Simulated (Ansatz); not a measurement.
From C to Sn: the atomisation energy (no zero-point term)

One atom is swapped for its congeners: CH2Cl2 (dichloromethane) `ClCCl`; SiH2Cl2 `Cl[SiH2]Cl`; GeH2Cl2 `[Cl][GeH2][Cl]`; SnH2Cl2 `[Cl][SnH2][Cl]`. All are singlets with charge 0.

Shapes, held fixed at every level: PBE0-D4/def2-TZVP. Programs: Ansatz 0.2.0. Values in eV.

```csv
level,CH2Cl2,SiH2Cl2,GeH2Cl2,SnH2Cl2
HF/def2-SVP,11.27,11.50,9.97,8.81
SPW92/def2-TZVPP,18.81,17.15,15.64,14.36
B3LYP-D4/def2-TZVPP,15.93,15.19,13.46,12.34
r2SCAN0-D4/def2-TZVPP,15.89,15.32,13.66,12.44
MP2/def2-TZVPP,16.01,15.27,13.70,12.29
CCSD(T)/def2-TZVPP,15.58,14.95,13.48,12.26
```

At CCSD(T)/def2-TZVPP the atomisation energy falls at every step, from 15.58 to 12.26 eV. 5 of 6 levels show this order throughout; 5 agree on the largest and the smallest. For atoms past krypton def2 sets carry core potentials with scalar relativity. Relativity is left out for Ge unless named. Correlated rows may include outer-core shells of Ge, Sn, which these sets cover unevenly. Spin-orbit coupling, which grows down the group, is left out (summed over each molecule's free atoms 0.08, 0.09, 0.19, 0.38 eV).

The total binding of the four atoms around the central one weakens down the group, but unevenly. At CCSD(T) the step from carbon to silicon is the smallest, and B3LYP, r2SCAN0 and MP2 agree; SPW92, which overbinds the carbon compound most, makes it the largest. The modest first step reflects two opposing changes: Si–H bonds are weaker than C–H bonds, whereas Si–Cl bonds are stronger than C–Cl bonds because silicon is more electropositive and the bond more polar. From silicon to germanium this compensation fades, as the filled 3d shell screens poorly, holds the 4s electrons more tightly and makes the bonds to chlorine less polar. In tin, the more diffuse valence orbitals overlap less well with those of hydrogen and chlorine.

Hartree–Fock alone places the silicon compound above the carbon one, probably because missing correlation and the small basis penalise the compact carbon bonds most. Atomisation energies do not show how readily each molecule would lose HCl or H2 to leave a divalent centre, a route that generally gains importance towards tin.
